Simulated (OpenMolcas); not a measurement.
**How basis sets differ on CHF2N (SMILES N=C(F)F)**

CHF2N has 5 atoms, charge 0, and is taken as a singlet. As SMILES, `N=C(F)F`. Geometry: relaxed at GFN2-xTB.

Quantity: the HOMO–LUMO gap, in eV. The values are calculated.

```
                                level          kind     program  value (eV)  CPU time
                            HF/STO-3G  Hartree–Fock  OpenMolcas       18.43     1.7 s
                             HF/3-21G  Hartree–Fock  OpenMolcas       18.01       2 s
HF/ANO-L-VDZ (Cholesky decomposition)  Hartree–Fock  OpenMolcas       16.49     2.2 s
                          HF/def2-SVP  Hartree–Fock  OpenMolcas       18.16     3.1 s
                       HF/aug-cc-pVDZ  Hartree–Fock  OpenMolcas       14.11      11 s
```

The values span 14.11 to 18.43 eV. A Hartree–Fock LUMO above zero doesn't converge with the basis: it sinks as sets grow more diffuse. Orbital gaps aren't excitation energies. CPU times are rough (shared hosts, several kinds of processor): they show what a rung costs within a factor of a few.

The gap depends less on the size of the basis than on its radial reach. The three compact sets agree closely, and def2-SVP even lies slightly above 3-21G, whereas ANO-L-VDZ gives 16.49 eV and aug-cc-pVDZ only 14.11 eV. The occupied frontier orbital, whether nitrogen lone pair or C=N π in character, is bound and compact, so added diffuse functions should barely move it. The empty level is different: a Hartree–Fock virtual orbital feels the field of all the electrons of the neutral molecule and has no long-range Coulomb attraction to hold it in place. In a tight basis it is forced into the valence region, probably as C=N π*; with diffuse functions it can spread outwards and lose kinetic energy, probably becoming a discretised continuum orbital.

The near agreement of STO-3G with def2-SVP is therefore no sign of quality in the minimal set, and probably reflects similar shifts of both frontier levels. Nor does the smallest gap imply a bound anion or a better-described π* orbital.
